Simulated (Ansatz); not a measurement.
**A family of molecules: the atomisation energy (no zero-point term)**

One atom is swapped for its congeners: Si(SH)2; Ge(SH)2; Sn(SH)2. All are singlets with charge 0.

Shapes, held fixed at every level: PBE0-D4/def2-TZVP. Flexible molecules stand in one conformer, not always the lowest. Programs: Ansatz 0.2.0. Values in eV.

```json
{"level": "HF/def2-SVP", "Si(SH)2": "9.79", "Ge(SH)2": "9.15", "Sn(SH)2": "8.79"}
{"level": "BHLYP-D4/def2-TZVPP", "Si(SH)2": "14.45", "Ge(SH)2": "13.81", "Sn(SH)2": "13.47"}
{"level": "PBE0-D4/def2-TZVPP", "Si(SH)2": "15.04", "Ge(SH)2": "14.39", "Sn(SH)2": "13.98"}
{"level": "B2PLYP/def2-TZVPP", "Si(SH)2": "14.70", "Ge(SH)2": "14.09", "Sn(SH)2": "13.70"}
{"level": "MP2/def2-TZVPP", "Si(SH)2": "14.62", "Ge(SH)2": "14.01", "Sn(SH)2": "13.57"}
{"level": "CCSD/def2-TZVPP", "Si(SH)2": "14.07", "Ge(SH)2": "13.49", "Sn(SH)2": "13.08"}
{"level": "CCSD(T)/def2-TZVPP", "Si(SH)2": "14.44", "Ge(SH)2": "13.88", "Sn(SH)2": "13.46"}
```

At CCSD(T)/def2-TZVPP the atomisation energy falls at every step, from 14.44 to 13.46 eV. Every level shows the same order. For atoms past krypton def2 sets carry core potentials with scalar relativity. Relativity is left out for Ge unless named. Correlated rows may include outer-core shells of Ge, Sn, which these sets cover unevenly. Spin-orbit coupling, which grows down the group, is left out (summed over each molecule's free atoms 0.07, 0.17, 0.35 eV).

The S–H bonds are common to all three molecules, so the fall from 14.44 to 13.46 eV mainly reflects weaker bonds between sulfur and the group 14 atom. Down the group the valence p orbitals become larger and more diffuse, which reduces their σ overlap with sulfur 3p and probably also weakens π donation from the sulfur lone pairs into the empty p orbital. Spin-orbit coupling stabilises the open-shell free atoms more than the closed-shell molecules, so including it should steepen the decline.

The order already appears at Hartree–Fock level, but the absolute binding does not: much of it comes from the correlation of electrons paired on bond formation, though the smaller basis probably adds to the deficit. The close match of BHLYP-D4 to CCSD(T) may be partly fortuitous, since correlation energies converge slowly with basis size. Weaker total binding does not make the divalent state less favourable down the group; relative to the tetravalent state it is known to become more so, as the valence s pair grows more reluctant to bond.
